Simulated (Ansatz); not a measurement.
**CF2 (SMILES F[C]F): methods side by side**

CF2, singlet, SMILES `F[C]F`. Each level relaxes the structure for itself.

Each level gives the highest harmonic wavenumber at each level's own minimum (cm⁻¹). The values are calculated.

| level | kind | program | value (cm⁻¹) | less CCSD(T)/def2-TZVP |
| --- | --- | --- | --- | --- |
| PBE-D3(BJ)/def2-TZVP | GGA | Ansatz | 1170 | -80 |
| r2SCAN/def2-TZVP | meta-GGA | Ansatz | 1219 | -31 |
| PBE0-D4/def2-TZVP | global hybrid | Ansatz | 1261 | +11 |
| CCSD(T)/def2-TZVP | coupled cluster or CI | Ansatz | 1250 | 0 |

CCSD(T)/def2-TZVP is the highest level here, not the true value. Harmonic and unscaled. The values span 1170 to 1261 cm⁻¹.

The highest mode of singlet CF2 stiffens from PBE through r2SCAN to PBE0. The two semilocal functionals fall below the coupled-cluster value, PBE by 80 cm⁻¹ and r2SCAN by 31 cm⁻¹, whereas PBE0 overshoots it by only 11 cm⁻¹. From the known vibrational pattern of this carbene, the mode is the symmetric C–F stretch. Its restoring force comes from a strongly polar σ bond, reinforced by donation from fluorine lone pairs into the formally empty carbon p orbital. The low PBE value probably reflects the usual GGA tendency to make such bonds slightly too long and soft, which exact exchange counteracts in PBE0.

For this stretch, PBE0 is the closest of the three functionals to coupled cluster, and r2SCAN recovers much of the PBE deficit. The small PBE0 deviation may still owe something to compensating errors in the equilibrium bond length and in the curvature at fixed geometry. Agreement for one stretch does not establish comparable accuracy for the bend or the antisymmetric stretch, which probe other parts of the force field.
